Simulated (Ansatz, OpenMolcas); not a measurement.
A ladder of methods for HBS (hydrogen boron sulfide)

The species is HBS (3 atoms), meant as a singlet with charge 0. As SMILES, `B=S`. The shape is that of a PBE0-D4/def2-TZVP optimisation.

```
atom    x (Å)    y (Å)    z (Å)
   B  -0.0387  -0.0146   0.1348
   S   0.3992   0.1476  -1.3933
   H  -0.3605  -0.1331   1.2585
```

Each level gives the energy change with the B1–S2 bond stretched from 1.598 to 1.997 Å (eV). The values are calculated.

```tsv
level	kind	program	value (eV)	less FCI/STO-3G	CPU time (all runs)
PBE/STO-3G (restricted)	GGA	Ansatz	2.87	-0.04	1.2 s
r2SCAN/STO-3G (restricted)	meta-GGA	Ansatz	3.10	+0.19	3 s
B3LYP/STO-3G (restricted)	global hybrid	Ansatz	3.07	+0.16	1.2 s
PBE0/STO-3G (restricted)	global hybrid	OpenMolcas	3.25	+0.34	11 s
wB97X/STO-3G (restricted)	range-separated hybrid	Ansatz	3.50	+0.59	5.2 s
B2PLYP/STO-3G (restricted)	double hybrid	Ansatz	3.00	+0.09	1.5 s
MP2/STO-3G (restricted)	perturbation theory	OpenMolcas	3.44	+0.53	6.4 s
CCSDT(Q)/STO-3G (restricted)	coupled cluster or CI	Ansatz	2.83	-0.08	0.73 s
CCSDTQ/STO-3G (restricted)	coupled cluster or CI	Ansatz	2.89	-0.02	4.4 s
FCI/STO-3G	exact in the basis	OpenMolcas	2.91	0.00	9.3 s
```

FCI/STO-3G is exact within its basis and frozen core, so for wave-function methods in that basis the difference is their error; functionals converge differently with the basis, so for them it is only a difference. The first shape isn't each level's own minimum. The values span 2.83 to 3.50 eV. All rows use very small basis sets, so even the best lies far from the true value. CPU times are rough (shared hosts, several kinds of processor): they show what a rung costs within a factor of a few.

Stretching the B–S bond weakens its π overlap and brings the π and π* levels closer together, so configurations that excite π pairs gain weight. A restricted single determinant describes this left-right correlation poorly and makes the stretch too costly. MP2 recovers only part of the missing correlation and remains 0.53 eV above FCI. CCSDT(Q) errs slightly the other way, probably because its perturbative quadruples overcorrect as the gap narrows; treating quadruples iteratively reduces the error to -0.02 eV.

Among the functionals, going from PBE to PBE0 raises the cost from 2.87 to 3.25 eV, as expected when exact exchange replaces semilocal exchange, which mimics some left-right correlation. Exact exchange alone doesn't order the whole set: r2SCAN, which has none, lies above B3LYP, while B2PLYP lies below it despite a larger share, probably because its perturbative correlation offsets the effect. A single displacement along the bond establishes neither a dissociation energy nor a harmonic force constant.
